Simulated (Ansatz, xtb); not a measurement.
# Two isomers of CH5ClGeOSi

Structure a: `O=[CH][GeH2][SiH2]Cl`, a singlet. Structure b: `O=[CH][Ge@@H]([SiH3])[Cl]`, a singlet. Both are isolated molecules in the gas phase, relaxed with PBE-D3(BJ)/def2-SVP; the shapes shown needn't be the lowest conformers.

a (Å):

```csv
atom,x (Å),y (Å),z (Å)
C,-1.0225,1.2692,-2.3091
Cl,-0.9071,-0.8414,2.5316
Ge,-1.7145,1.1783,-0.4056
O,-0.1457,0.5070,-2.6647
Si,-0.3760,-0.5727,0.5238
H,-1.4574,2.0305,-3.0309
H,-3.2353,0.8576,-0.4060
H,-1.5198,2.5481,0.3026
H,1.0798,-0.2133,0.4644
H,-0.6127,-1.8635,-0.2042
```

b (Å):

```yaml
atoms:
  - { symbol: C, position_ang: [-2.9254, -0.1432, -0.6823] }
  - { symbol: Cl, position_ang: [-0.3661, -1.6275, 0.9725] }
  - { symbol: Ge, position_ang: [-0.9072, -0.3453, -0.7310] }
  - { symbol: O, position_ang: [-3.5082, 0.4407, -1.5677] }
  - { symbol: Si, position_ang: [0.2398, 1.7401, -0.4380] }
  - { symbol: H, position_ang: [-3.4637, -0.5920, 0.2109] }
  - { symbol: H, position_ang: [-0.5148, -1.1004, -2.0322] }
  - { symbol: H, position_ang: [-0.1630, 2.3132, 0.8908] }
  - { symbol: H, position_ang: [1.7233, 1.5046, -0.4666] }
  - { symbol: H, position_ang: [-0.1538, 2.6831, -1.5412] }
```

Quicker runs give these differences E(b) − E(a): GFN2-xTB −6.0 kcal/mol; HF/STO-3G −0.8 kcal/mol (at GFN2-xTB geometries); r2SCAN-D4/def2-SVP +1.4 kcal/mol (at GFN2-xTB geometries).

**Question.** Which of the two would you expect CCSD(T)/def2-SVP + ΔMP2/def2-TZVPP electronic energies to favour?

**Answer.** Structure a; the calculation gives E(b) − E(a) = +2.9 kcal/mol.

The same difference at several levels:

| level | geometry | E(b) − E(a) (kcal/mol) | departure from the last row (kcal/mol) | job, with rough time for the two |
| --- | --- | --- | --- | --- |
| GFN2-xTB | GFN2-xTB | −6.0 | −8.9 | optimisation, 1.3 s |
| HF/STO-3G | GFN2-xTB | −0.8 | −3.7 | single point, 1.9 s |
| r2SCAN-D4/def2-SVP | GFN2-xTB | +1.4 | −1.6 | single point, 11 s |
| PBE-D3(BJ)/def2-SVP | PBE-D3(BJ)/def2-SVP | +1.3 | −1.6 | optimisation, 3.4 min |
| HF/def2-SVP | PBE-D3(BJ)/def2-SVP | +2.0 | −0.9 | part of the CCSD(T) run |
| MP2/def2-SVP | PBE-D3(BJ)/def2-SVP | +2.6 | −0.3 | part of the CCSD(T) run |
| CCSD(T)/def2-SVP | PBE-D3(BJ)/def2-SVP | +2.4 | −0.5 | single point |
| CCSD(T)/def2-SVP + ΔMP2/def2-TZVPP | PBE-D3(BJ)/def2-SVP | +2.9 |  | single point, 2.2 min |

As drawn, b has 1 Cl–Ge, 1 Si–H in place of 1 Cl–Si, 1 Ge–H.

GFN2-xTB, HF/STO-3G put the two in the other order. The largest departure from CCSD(T)/def2-SVP + ΔMP2/def2-TZVPP is that of GFN2-xTB, 8.9 kcal/mol. A small imaginary or near-zero mode remains, so no thermal terms are given. The last row adds to CCSD(T) the change of the MP2 difference between the two basis sets, here +0.5 kcal/mol.

The correlated steps freeze 21 core orbitals; the filled d shell of Ge is correlated, in a basis made for valence electrons. Run with Ansatz 0.2.0, xtb 6.7.1; the last row on 2 threads of AMD EPYC (Zen 3) on a shared host.

Structure a is favoured modestly, and the main reason is probably chlorine's preference for silicon over germanium. Both isomers keep the Ge–C and Ge–Si links, so the comparison is essentially an exchange of Cl and H between the two heavier atoms. Silicon is the more electropositive of the pair, germanium's valence shell being contracted by its poorly shielding filled d shell, and the Si–Cl bond is accordingly more polar and stronger than Ge–Cl. Silicon also binds hydrogen more strongly, which favours b and offsets much of that gain, hence the small net difference.

In a, the carbonyl oxygen also lies on the side of silicon roughly opposite chlorine, which suggests a weak donation into the Si–Cl antibonding orbital, though the energies don't separate this from the bond exchange. Hartree–Fock in the split-valence basis already gives the preference for a, so correlation reinforces the order rather than creating it. The reversal in the minimal basis probably reflects its poor description of polar bonds. The energy difference says nothing about how readily the isomers interconvert.
